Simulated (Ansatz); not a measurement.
# LaP: phonon entropy and phonon heat capacity against temperature

Results calculated with Ansatz 0.2.0, not measured. Plane-wave density functional theory, PAW datasets, Gaussian smearing 0.05 eV: harmonic lattice thermodynamics at fixed volume from displacements in the supercell given; kB is Boltzmann's constant.

Structure of every row (space group F-43m, No. 216):
```
LaP
1.0
      0.0000     3.2734     3.2734
      3.2734     0.0000     3.2734
      3.2734     3.2734     0.0000
La P
1 1
Direct
  0.00000 0.00000 0.00000
  0.25000 0.25000 0.25000
```

Settings of every row: paw set soft_2; functional PBEsol; spin treatment none; moment partition spheres; spin axis none; wave cutoff 420 eV; SCF start atoms; lower state search light; symmetry use detected; k mesh of unit cell 6x6x6; supercell 2x2x2.

Atom first moment, atom hubbard u: 0 on all atoms.

Limits: the cell comes from a prototype or a list of computed structures and needn't be the stable phase.

| row | temperature (K) | phonon entropy (kB per atom) | phonon heat capacity (kB per atom) | phonon free energy (meV per atom) |
| --- | --- | --- | --- | --- |
| 1 | 200 | 3.525 | 2.625 | -1.98 |
| 2 | 300 | 4.633 | 2.82 | -37.39 |
| 3 | 400 | 5.456 | 2.896 | -81.02 |
| 4 | 500 | 6.107 | 2.932 | -130.94 |
| 5 | 600 | 6.643 | 2.953 | -185.94 |
| 6 | 700 | 7.1 | 2.965 | -245.21 |
| 7 | 800 | 7.496 | 2.973 | -308.13 |
| 8 | 900 | ? | ? | ? |
| 9 | 1000 | 8.161 | 2.983 | -443.26 |

Question: what phonon entropy and phonon heat capacity should row 8 give?

Worked fit of phonon entropy. Entropy rises as the heat capacity times the change of ln T, so take t = ln(T / 300 K). The shown rows have t = -0.4055, 0, 0.2877, 0.5108, 0.6931, 0.8473, 0.9808, 1.204. Least squares give phonon entropy = 4.6433 + 2.81123 × t + 0.09653 × t² kB per atom; a straight line predicts inner rows, each left out in turn, worse (root mean square 0.022 against 0.0076 kB per atom). The rows lie off it by 0.006, -0.010, -0.004, 0.003, 0.005, 0.005, 0.003, -0.007 (root mean square 0.0058 kB per atom), a smooth pattern that one more power would take up: the form is only approximate. The slope at t = 0, 2.81 kB per atom, estimates the heat capacity at 300 K. The withheld row has t = 1.0986, so the fit gives 4.6433 + 2.81123 × (1.0986) + 0.09653 × (1.0986)² = 7.848 kB per atom.

The calculation gave 7.847 kB per atom. The fit lies 0.001 kB per atom (0.022 % of the column's range) above it, one unit of the last digit.

Worked fit of phonon heat capacity. At high temperature a harmonic heat capacity falls short of its limit by a term in 1/T², so take t = (100 K / T)². The shown rows have t = 0.25, 0.11111, 0.0625, 0.04, 0.02778, 0.02041, 0.01562, 0.01. Least squares give phonon heat capacity = 2.9997 − 1.7149 × t + 0.864 × t² kB per atom; a straight line predicts inner rows, each left out in turn, worse (root mean square 0.0048 against 0.00034 kB per atom). All shown rows lie on it to the printed digit. The constant, 2.9997 kB per atom, is to be held against the harmonic limit of 3 k_B an atom. The withheld row has t = 0.01235, so the fit gives 2.9997 − 1.7149 × (0.01235) + 0.864 × (0.01235)² = 2.979 kB per atom.

The calculation gave 2.979 kB per atom. The fit meets it to the printed digit.

The other values of row 8: phonon free energy -374.27 meV per atom.
